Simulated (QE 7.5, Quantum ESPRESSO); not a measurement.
# Cubic lattice parameter of SrTiO₃: PBEsol within 0.5 % of experiment, PBE too long

## Starting point

The reference is the cubic perovskite cell of undoped SrTiO₃, the x = 0.00 sample in "Crystal chemistry of perovskite-type compounds in the tausonite-loparite series, (Sr1-2xNaxLax)TiO3 Sample: x = 0.00" (doi:10.1007/s002690000103, 2000 (via the Crystallography Open Database)). Diffraction gives a lattice parameter of 3.9053 Å in space group Pm-3m. The volume per atom, 11.9122 Å³, is the cube of that edge divided by five and therefore no second, independent test. The temperature is not stated; the cubic phase is the one stable at room temperature, so the edge is taken here to be a room-temperature value that contains thermal expansion and zero-point motion.

| compared with | measured | method |
| --- | --- | --- |
| a (Å) | 3.9053 | structure determination by diffraction |
| volume per atom (Å³) | 11.9122 | from the measured cell |

Conditions are those given with the value in the passage it was taken from; "not stated" means there, and the paper may say more elsewhere.

## Choices

The aim is to reproduce the cubic cell edge from first principles. The model is the five-atom primitive cell, non-magnetic, relaxed at zero pressure from a different diffraction determination of the same phase. All atoms sit on sites fixed by symmetry, so the edge is the only structural freedom. The octahedral rotations that appear on cooling are excluded by the space group, and the stability of the cubic phase is not examined.

Success is set at 0.5 % in a and, correspondingly, 1.5 % in volume. Semilocal functionals commonly err by about 1 % in the edge of an oxide perovskite, LDA towards short and PBE towards long, and the target should separate such an error from a sound description. It also leaves room for the thermal and zero-point expansion missing from a static calculation, expected to be a few tenths of a per cent in a stiff oxide.

PBEsol, a gradient approximation adapted to the equilibrium volumes of solids, is the natural level for this quantity and costs no more than PBE. The work starts there, then tests cutoff and k-mesh, and sets PBE beside the result for scale.

System: SrTiO3; Pm-3m (no. 221), 5 atoms in the primitive cell; every run starts from another determination of the same phase.

## 1. PBEsol relaxation of the cubic cell

LDA and PBE are passed over as starting points because their usual errors in the edge are as large as, or larger than, the target. Hybrid functionals would cost far more, mainly to improve the band gap, which is not at issue here. PBEsol is expected to give an edge slightly below the measured one, as befits a static lattice compared with a warm crystal.

**Run 1.** QE 7.5: PBEsol, Quantum ESPRESSO with GBRV 1.5 ultrasoft, non-magnetic, cell and ions relaxed, cutoff 544 eV, k-mesh 7×7×7, smearing 0.05 eV.

Key lines of the input:
```
&control
  calculation = 'vc-relax'
  forc_conv_thr = 3.89e-04
  etot_conv_thr = 1.0e-4
  nstep = 60
/
&system
  ecutwfc = 40
  ecutrho = 240
  occupations = 'smearing'
  smearing = 'fd'
  degauss = 0.00367
/
&electrons
  conv_thr = 2.5e-08
  mixing_beta = 0.4
  electron_maxstep = 120
/
&ions
/
&cell
  press_conv_thr = 0.15
/
ATOMIC_SPECIES
  Sr 87.620 sr_pbesol_v1.uspp.F.UPF
  Ti 47.867 ti_pbesol_v1.4.uspp.F.UPF
  O 15.999 o_pbesol_v1.2.uspp.F.UPF
[... cell and positions ...]
K_POINTS automatic
  7 7 7 0 0 0
```

Command:
```
OMP_NUM_THREADS=1 mpirun -n 4 pw.x -nk 4 -in pw.in > pw.x.log
```

Selected lines of the output:
```
     new unit-cell volume =    398.12655 a.u.^3 (    58.99627 Ang^3 )
          total   stress  (Ry/bohr**3)                   (kbar)     P=       -0.02
```

Converged; 19 s on 4 cores of Arm Neoverse V1, shared host.

| quantity | run 1 | measured | deviation |
| --- | --- | --- | --- |
| a (Å) | 3.8929 | 3.9053 | −0.0124 (−0.3 %) |
| volume per atom (Å³) | 11.799 | 11.9122 | −0.113 (−0.9 %) |
| largest shift (Å) | 0 |  |  |
| pressure (GPa) | −0.002 |  |  |

PBEsol gives an edge of 3.8929 Å, 0.3 % below the measured one, and a volume 0.9 % below. Both lie within the target, and the sign is the one expected when a static lattice is compared with a warm crystal. The margin left in the edge is about 0.2 %, so an error of that size from the basis or the k-mesh would matter.

## 2. PBE for scale, with cutoff and mesh tests

PBE is now relaxed at the same settings, then once with a higher cutoff and once with a denser k-mesh. This supplies the neighbouring functional and measures how far the edge moves with each setting. The tests are strictly valid for PBE; for PBEsol, with potentials of the same family and the same insulating electronic structure, they are an indication and not a proof. PBE is expected to give an edge roughly 1 % too long, and both numerical shifts should be small beside the difference between the functionals.

**Run 2.** QE 7.5: PBE, Quantum ESPRESSO with GBRV 1.5 ultrasoft, non-magnetic, cell and ions relaxed, cutoff 544 eV, k-mesh 7×7×7, smearing 0.05 eV.

Key lines of the input, as changed from run 1:
```diff
  ATOMIC_SPECIES
-   Sr 87.620 sr_pbesol_v1.uspp.F.UPF
-   Ti 47.867 ti_pbesol_v1.4.uspp.F.UPF
-   O 15.999 o_pbesol_v1.2.uspp.F.UPF
+   Sr 87.620 sr_pbe_v1.uspp.F.UPF
+   Ti 47.867 ti_pbe_v1.4.uspp.F.UPF
+   O 15.999 o_pbe_v1.2.uspp.F.UPF
```

Selected lines of the output:
```
     new unit-cell volume =    412.06778 a.u.^3 (    61.06214 Ang^3 )
```

Converged; 19 s, same machine.

**Run 3.** QE 7.5: PBE, Quantum ESPRESSO with GBRV 1.5 ultrasoft, non-magnetic, cell and ions relaxed, cutoff 735 eV, k-mesh 7×7×7, smearing 0.05 eV.

Key lines of the input, as changed from run 2:
```diff
  &system
-   ecutwfc = 40
-   ecutrho = 240
+   ecutwfc = 54
+   ecutrho = 324
```

Selected lines of the output:
```
     new unit-cell volume =    411.77267 a.u.^3 (    61.01841 Ang^3 )
```

Converged; 32 s, same machine.

**Run 4.** QE 7.5: PBE, Quantum ESPRESSO with GBRV 1.5 ultrasoft, non-magnetic, cell and ions relaxed, cutoff 544 eV, k-mesh 9×9×9, smearing 0.05 eV.

Key lines of the input, as changed from run 2:
```diff
  K_POINTS automatic
-   7 7 7 0 0 0
+   9 9 9 0 0 0
```

Selected lines of the output:
```
!    total energy              =    -287.01157141 Ry
          total   stress  (Ry/bohr**3)                   (kbar)     P=       54.19
     new unit-cell volume =    411.14918 a.u.^3 (    60.92602 Ang^3 )
!    total energy              =    -287.01373398 Ry
          total   stress  (Ry/bohr**3)                   (kbar)     P=        4.01
     new unit-cell volume =    412.06649 a.u.^3 (    61.06195 Ang^3 )
!    total energy              =    -287.01374547 Ry
          total   stress  (Ry/bohr**3)                   (kbar)     P=       -0.07
     bfgs converged in   3 scf cycles and   2 bfgs steps
     new unit-cell volume =    412.06649 a.u.^3 (    61.06195 Ang^3 )
!    total energy              =    -287.01383443 Ry
          total   stress  (Ry/bohr**3)                   (kbar)     P=        0.44
```

Converged; 29 s, same machine.

| quantity | run 2 | run 3 | run 4 | measured |
| --- | --- | --- | --- | --- |
| a (Å) | 3.9378 | 3.9369 | 3.9378 | 3.9053 |
| volume per atom (Å³) | 12.212 | 12.204 | 12.212 | 11.9122 |
| largest shift (Å) | 0 | 0 | 0 |  |
| pressure (GPa) | 0.041 | 0.005 | 0.044 |  |

PBE gives 3.9378 Å, 0.8 % above the measured edge, and a volume 2.5 % too large, so it misses both targets. Thermal expansion would carry it further away. The two functionals differ by 0.0449 Å. Against that, raising the cutoff shortens the PBE edge by only 0.0009 Å, and the denser k-mesh leaves it unchanged to the fourth decimal. Shifts of this size would not alter the PBEsol result, although they were measured with PBE.

## 3. PBE with norm-conserving potentials

Cutoff and mesh tests cannot reveal an error built into the pseudopotentials. Repeating the PBE relaxation with the norm-conserving PseudoDojo set, at a correspondingly higher cutoff, shows whether the overlong edge belongs to the functional or to the ultrasoft potentials. It also gives a rough idea of how much the choice of potentials could matter to the margin of PBEsol. A difference of about 0.1 % or less is expected.

**Run 5.** QE 7.5: PBE, Quantum ESPRESSO with PseudoDojo 0.4.1 norm-conserving, non-magnetic, cell and ions relaxed, cutoff 1143 eV, k-mesh 7×7×7, smearing 0.05 eV.

Key lines of the input, as changed from run 1:
```diff
  &system
-   ecutwfc = 40
-   ecutrho = 240
+   ecutwfc = 84
+   ecutrho = 336
  ATOMIC_SPECIES
-   Sr 87.620 sr_pbesol_v1.uspp.F.UPF
-   Ti 47.867 ti_pbesol_v1.4.uspp.F.UPF
-   O 15.999 o_pbesol_v1.2.uspp.F.UPF
+   Sr 87.620 Sr.upf
+   Ti 47.867 Ti.upf
+   O 15.999 O.upf
```

Selected lines of the output:
```
!    total energy              =    -287.08197578 Ry
          total   stress  (Ry/bohr**3)                   (kbar)     P=       47.06
     new unit-cell volume =    409.67105 a.u.^3 (    60.70699 Ang^3 )
!    total energy              =    -287.08360789 Ry
          total   stress  (Ry/bohr**3)                   (kbar)     P=        3.47
     new unit-cell volume =    410.46006 a.u.^3 (    60.82391 Ang^3 )
!    total energy              =    -287.08361752 Ry
          total   stress  (Ry/bohr**3)                   (kbar)     P=        0.14
     bfgs converged in   3 scf cycles and   2 bfgs steps
     new unit-cell volume =    410.46006 a.u.^3 (    60.82391 Ang^3 )
!    total energy              =    -287.08365253 Ry
          total   stress  (Ry/bohr**3)                   (kbar)     P=        0.37
```

Converged; 49 s, same machine.

| quantity | run 5 | measured | deviation |
| --- | --- | --- | --- |
| a (Å) | 3.9327 | 3.9053 | +0.0274 (+0.7 %) |
| volume per atom (Å³) | 12.165 | 11.9122 | +0.253 (+2.1 %) |
| largest shift (Å) | 0 |  |  |
| pressure (GPa) | 0.037 |  |  |

With the norm-conserving potentials PBE gives 3.9327 Å, still 0.7 % too long and outside the target, so the overlong edge is not peculiar to the ultrasoft set. The two sets differ by 0.0051 Å at the settings first used for PBE, slightly more than the 0.1 % expected and well above the shifts from cutoff and mesh. The choice of potentials is thus the largest numerical uncertainty found here.

For PBEsol, the distance from its edge to the lower limit of the target is about 0.007 Å. A shortening as large as the one seen with PBE would still leave it inside, but the effect of other potentials on PBEsol itself was not tested.

## Table of results

| run | settings | a (Å) | deviation | volume per atom (Å³) | deviation | cost |
| --- | --- | --- | --- | --- | --- | --- |
| 1 | PBEsol, Quantum ESPRESSO with GBRV 1.5 ultrasoft, cutoff 544 eV, k-mesh 7×7×7 | 3.8929 | −0.0124 (−0.3 %) | 11.799 | −0.113 (−0.9 %) | 76 core-s |
| 2 | PBE, Quantum ESPRESSO with GBRV 1.5 ultrasoft, cutoff 544 eV, k-mesh 7×7×7 | 3.9378 | +0.0325 (+0.8 %) | 12.212 | +0.300 (+2.5 %) | 77 core-s |
| 3 | PBE, QE GBRV, 735 eV | 3.9369 | +0.0316 (+0.8 %) | 12.204 | +0.291 (+2.4 %) | 2.1 core-min |
| 4 | PBE, QE GBRV, k 9×9×9 | 3.9378 | +0.0325 (+0.8 %) | 12.212 | +0.300 (+2.5 %) | 1.9 core-min |
| 5 | PBE, Quantum ESPRESSO with PseudoDojo 0.4.1 norm-conserving, cutoff 1143 eV, k-mesh 7×7×7 | 3.9327 | +0.0274 (+0.7 %) | 12.165 | +0.253 (+2.1 %) | 3.3 core-min |
|  | measured | 3.9053 |  | 11.9122 |  |  |

## Judgement

The PBEsol relaxation meets the target. Its edge of 3.8929 Å is 0.3 % below the measured 3.9053 Å, and the volume per atom is 0.9 % too small, at a cost of 76 core-seconds. PBE costs about the same and misses both limits, with an edge 0.7 to 0.8 % too long in all four of its runs.

The missing thermal and zero-point expansion, roughly a few tenths of a per cent in the edge, has the sign and size of the PBEsol deviation. Adding it would bring PBEsol closer to experiment and take PBE further away. As this expansion was not calculated, the remainder cannot be divided between it and the functional, and some cancellation of errors is possible.

Of the checks, the change of pseudopotentials mattered most: it shortened the PBE edge by 0.0051 Å, whereas the higher cutoff shortened it by 0.0009 Å and the denser k-mesh had no visible effect. All three were made with PBE. A shift as large as the one between the potentials would leave PBEsol within the target, but its own sensitivity to cutoff, mesh and potentials was not measured.

The reference edge is supported by another determination of the phase, which agrees within 0.3 %, though the temperature of the measurement remains an assumption. The result concerns the cubic cell with its symmetry imposed. On cooling, the crystal becomes tetragonal through octahedral rotations, which this model excludes, so the agreement in the edge says nothing about the stability of the cubic phase.

[Logs are printed without paths, hosts, clocks, repeated set-up lines and the standing remarks that a program may print on its own settings, such as how far it seeks lower states.]

[The runs shown are a pick from a larger set of finished runs; failed, doubtful and other runs were left out of it ahead of writing. So were measured values far from every level or from commonly accepted values, and agreement can look better than it is. Lines of input and output are excerpts and may be shortened.]
